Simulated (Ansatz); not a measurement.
## BaScO3: energy above lowest point against volume scale

Results calculated with Ansatz 0.2.0, not measured. Free energy against uniform scaling of the volume at fixed shape and fractions; periodic cell, basis, potentials, k mesh and filling as listed.

The cell before it is scaled or strained (space group Pm-3m, No. 221):
```
BaScO3
1.0
      4.2337     0.0000     0.0000
      0.0000     4.2337     0.0000
      0.0000     0.0000     4.2337
Ba Sc O
1 1 3
Direct
  0.00000 0.00000 0.00000
  0.50000 0.50000 0.50000
  0.50000 0.50000 0.00000
  0.50000 0.00000 0.50000
  0.00000 0.50000 0.50000
```

Settings of every row: functional PBEsol; dispersion none; potentials PAW; wave cutoff 550 eV; density cutoff 2200 eV; k mesh 6x6x6; k shift 0x0x0; occupations fermi dirac; smearing width 0.1 eV; spin none.

Limits: coarse k mesh, up to 40 meV an atom off; minimum outside the range; odd electron count without spin; no spin-orbit coupling, which can matter with elements this heavy; the cell comes from a prototype or a list of computed structures and needn't be the stable phase.

```csv
row,volume scale,V (Å³/atom),energy above lowest point (meV/atom)
1,0.9406,14.276,0
2,0.9703,14.726,6.3
3,1,15.177,22
4,1.0297,15.628,?
5,1.0594,16.079,76.1
```

Question: what energy above lowest point should row 4 give?

Worked fit of energy above lowest point. Take u = (V_r/V)^(2/3) − 1 with V_r = 14.951 Å³ an atom, which is twice the finite (Eulerian) strain; such expansions in the strain, on which the Birch-Murnaghan equation of state is built, carry the rest volume and the bulk modulus. The shown rows have u = 0.03128, 0.01016, -0.00995, -0.04733. Least squares give energy above lowest point = 13.06 − 781.5 × u + 11632 × u² meV/atom; a straight line predicts inner rows, each left out in turn, worse (root mean square 11 against 0.037 meV/atom). All shown rows lie on it to the printed digit. The withheld row has u = -0.02909, so the fit gives 13.06 − 781.5 × (-0.02909) + 11632 × (-0.02909)² = 45.6 meV/atom.

The calculation gave 45.7 meV/atom. The fit lies 0.1 meV/atom (0.13 % of the column's range) below it, one unit of the last digit.
